## MgS: the bands at K

An electron level in a crystal is not one energy but a band, and in MgS the bands near the gap move by two to five electronvolts between the named points of the Brillouin zone. That is comparable to the gap itself, or larger. A guess at an unvisited point can therefore go badly wrong. The point K is open here: where do its levels lie, given those at the other five points?

Kohn-Sham bands of rocksalt MgS in the unrelaxed database cell, computed with Ansatz 0.2.0 using PBE, plane waves and generated PAW datasets, scalar-relativistic and without spin polarization. The plane-wave cutoff is 420 eV, the k-mesh 8x8x8 and the Fermi-Dirac smearing width 0.1 eV. Band v1 is the highest filled band and c1 the lowest empty one.

```csv
k-point,"coordinates (reciprocal vectors of the computed cell, not always the standard one)",band v3 (eV from the Fermi level),band v2 (eV from the Fermi level),band v1 (eV from the Fermi level),band c1 (eV from the Fermi level),band c2 (eV from the Fermi level),c1 less v1 (eV)
Gamma,0 0 0,-1.45,-1.45,-1.45,2.07,6.48,3.52
X,0.5 0 0.5,-5.50,-3.07,-3.07,1.28,3.01,4.35
U,0.625 0.25 0.625,-5.02,-4.53,-2.76,2.42,5.20,5.18
K,0.375 0.375 0.75,?,?,?,?,?,?
L,0.5 0.5 0.5,-6.14,-2.01,-2.01,3.06,5.41,5.07
W,0.5 0.25 0.75,-4.56,-4.56,-3.74,3.70,6.44,7.44
```

The bands are counted outward from the gap. At each point, band v1 is the highest filled level, v2 and v3 are the next two below, and c1 and c2 are the two lowest empty ones. These labels follow the order in energy, not the character of an orbital. The Fermi level lies inside the gap and serves only as a common zero, so only differences between energies carry physical meaning.

### A tempting straight line

In cubic axes, and in units of $2\pi/a$ with $a$ the cube edge, K sits at $(3/4, 3/4, 0)$. The straight line from Gamma through K goes on to $(1, 1, 0)$, which is an equivalent of X. K thus lies three quarters of the way between two points whose levels are known. Drawing a straight line between their energies puts v1 at −2.67 eV and c1 at 1.48 eV.

There is a reason to distrust this, at least for c1. At Gamma and at X, the wave running forwards and the wave running backwards are equivalent, so the energy must be the same on both sides of the point. A smooth single level, as c1 is at both ends, therefore starts out flat and arrives flat. It can't follow a sloping straight line near either end, and the two end values don't tell what it does in between.

### What sets the energy: phases between neighbours

A k-point states how the phase of the electron wave advances from one cell to the next. The energy depends on whether neighbouring orbitals then meet with equal or opposite signs. In MgS the three upper valence bands are mainly sulfur 3p: they hold six electrons per formula unit, and projecting the filled states of this calculation onto atomic orbitals finds about 5.4 electrons in sulfur 3p. The sulfur atoms form a face-centred cubic lattice, on which each has twelve nearest sulfur neighbours.

At Gamma every sulfur carries the same phase. A p orbital has a positive and a negative lobe, so the positive lobe of one atom faces the negative lobe of the next. That is antibonding, and it pushes the level up. The three directions of a cube are equivalent, so all three p levels coincide at the top of the valence bands.

At X the phase flips from one atomic layer to the next along one cube axis, here called $y$. The p orbitals that point along $y$ now face each other with equal signs across the layers, which is bonding, and their level drops to −5.50 eV. For the other two orientations the strongest contributions cancel, and these levels stay at −3.07 eV. They coincide because $x$ and $z$ remain interchangeable.

### Counting neighbours

The picture becomes a small model if only nearest sulfur atoms interact. Let $E_0$ be the energy of the p levels without coupling between cells, $\sigma$ the coupling of two orbitals that point at each other, and $\pi$ that of two orbitals lying side by side. A positive value means that equal phases raise the energy. For a given p orbital, eight neighbours lie obliquely and contribute $(\sigma+\pi)/2$ each, while the other four contribute $\pi$ each.

With equal phases everywhere, the sum gives the Gamma level. At X the signs of some neighbours flip, and the same count gives the other two:

$$E_\Gamma = E_0 + 4\sigma + 8\pi,\qquad E_{X,\mathrm{low}} = E_0 - 4\sigma,\qquad E_{X,\mathrm{high}} = E_0 - 4\pi .$$

Three distinct levels fix three unknowns. Solving these equations with the computed values at Gamma and X gives $E_0 = -3.27$ eV, $\sigma = 0.56$ eV and $\pi = -0.05$ eV. The size to remember is half an electronvolt for orbitals that point at each other, and far less for orbitals side by side. Both are effective numbers that also absorb what the model leaves out, so the exact value of the small one means little. Multiplied by several neighbours, half an electronvolt is enough to spread the valence levels over several electronvolts.

### A worked test at L

L played no part in fixing these numbers, so it can test them. At $(1/2, 1/2, 1/2)$ half of the neighbours in each cube plane have equal phase and half have opposite phase. The contributions to each p orbital by itself cancel, but different p orbitals now mix, each pair with strength $-2(\sigma-\pi)$. Three equally coupled orbitals split into one low level and a pair above it:

$$E_{L,\mathrm{pair}} = E_0 + 2(\sigma-\pi) = -3.272 + 2\,(0.557 + 0.051) = -2.06\ \text{eV}.$$

The calculation has a pair at −2.01 eV, so the estimate is good to about 0.05 eV. The single low level, at $E_0 - 4(\sigma-\pi)$, does worse: the model puts it 0.44 eV too high. The pattern of one below two is right: symmetry fixes the split into a single level and a pair, and the sign of $\sigma-\pi$ puts the single level below. The depth of the lowest level needs more than nearest sulfur neighbours.

W exposes the same weakness at the top of the valence bands. The model gives the highest level there the same energy as the upper pair at X, whereas the calculation puts it 0.67 eV lower. Over the nine valence levels at U, L and W the typical (root-mean-square) miss is 0.36 eV. The model leaves out magnesium orbitals, sulfur 3s and more distant sulfur atoms. Magnesium 3s is a likely part of the miss at W: symmetry keeps it from mixing with sulfur 3p at Gamma and X, where the model was fixed, but lets it push the top valence level down at W. How large its share is remains untested.

Such a model explains why the levels spread, but for K it would leave an uncertainty of several tenths of an electronvolt. It also covers only the valence bands. The idea behind it, that the phases between cells set the energy, leads further than the model does.

### The same phases under two names

The point U lies at $(1/4, 1, 1/4)$ in the same cubic axes. Subtracting the reciprocal lattice vector $(1, 1, 1)$ changes the phase between any two cells by whole turns only, so it changes nothing physical. The result is

$$\left(\tfrac14, 1, \tfrac14\right) - (1, 1, 1) = \left(-\tfrac34, 0, -\tfrac34\right).$$

Reversing all signs and then exchanging $y$ and $z$ turns this into $(3/4, 3/4, 0)$, which is K. Both operations leave the rocksalt crystal as it was. An electron wave at K is thus a wave at U seen from another side of the cube, and it must have the same energy.

This argument needs no knowledge of orbitals, couplings or the size of the gap. It holds for filled and empty bands alike, and for every band at once. What it does need is that the axes $y$ and $z$ can be exchanged. If the crystal were stretched along one of these two, as a film strained by its substrate can be, the exchange would no longer be allowed, and the levels at U and K could differ.

### Forecast for K

Each level at K is taken from U, with an error bar of 0.02 eV. This allows for rounding and for slight numerical asymmetries between two equivalent points; it isn't an estimate of how far the calculation lies from a real crystal.

- Filled bands: v3 at −5.02 eV, v2 at −4.53 eV and v1 at −2.76 eV.
- Empty bands: c1 at 2.42 eV and c2 at 5.20 eV.
- Separation of c1 and v1 at K: 5.18 eV.

In words, the three valence levels at K should all be distinct, and K should hold neither the highest filled nor the lowest empty level. Band c1 should lie above its values at both Gamma and X. The straight line disagrees on two of these counts. It would keep v1 and v2 together, because they coincide at both Gamma and X, and it puts c1 almost one electronvolt lower.

### The computed values

The withheld rows as computed:

```csv
k-point,"coordinates (reciprocal vectors of the computed cell, not always the standard one)",band v3 (eV from the Fermi level),band v2 (eV from the Fermi level),band v1 (eV from the Fermi level),band c1 (eV from the Fermi level),band c2 (eV from the Fermi level),c1 less v1 (eV)
K,0.375 0.375 0.75,-5.02,-4.53,-2.76,2.42,5.20,5.18
```

All five levels and the separation agree with the forecast to the last printed digit. The error bar of 0.02 eV was wide enough with room to spare. The three valence levels are distinct, and neither band edge is at K.

The straight line fares very differently in the two bands next to the gap. For v1 it misses by only 0.1 eV, which could pass for a success. For c1 it comes out 0.94 eV too low. Since c1 at K lies above both ends of the line, the band must pass over a crest somewhere between Gamma and X on this diagonal route. The same rule that looks useful in one band fails in the next, because nothing in the physics ties the energy to a straight line.

### What the agreement is worth

The hit shows that the calculation respects the symmetry of the crystal. It doesn't show that PBE gives the right energies, because a poor functional would also give equal levels at U and K. Nor does it support the sulfur model, which makes the two points equal by construction and puts v2 0.58 eV too high at both. For anyone reading a band diagram of a cubic crystal of this type, K after U is a check on the calculation and not a new piece of evidence.

The levels at K also fit into the picture of the gap. Among these points the highest filled level is at Gamma and the lowest empty one at X, 2.73 eV apart, so the gap is indirect. An electron that crosses it by absorbing light must also exchange momentum with the lattice. At K the separation between filled and empty levels is almost twice as large.

The lowest empty level is at X, yet the separation at X itself is larger than at Gamma, 4.35 against 3.52 eV. Band c1 is indeed lower at X than at Gamma, but v1 drops about twice as far between the same two points. In the sulfur model this is because the phase flip removes much of the antibonding push between the sulfur atoms. A low empty level therefore doesn't guarantee a small separation at the same point.

These gaps shouldn't be read as measured ones. PBE usually gives gaps well below experiment. The cube edge was not relaxed either, but the stress left in the cell is below 1 GPa in size, so relaxing it should matter far less. Spin-orbit coupling, which is left out, would slightly split the threefold level at Gamma. The six points alone could miss extrema between them, but the 8x8x8 mesh of the same calculation also has its highest filled level at Gamma and its lowest empty one at X. None of these limits touches the equality of U and K, which rests on the symmetry of the crystal alone.
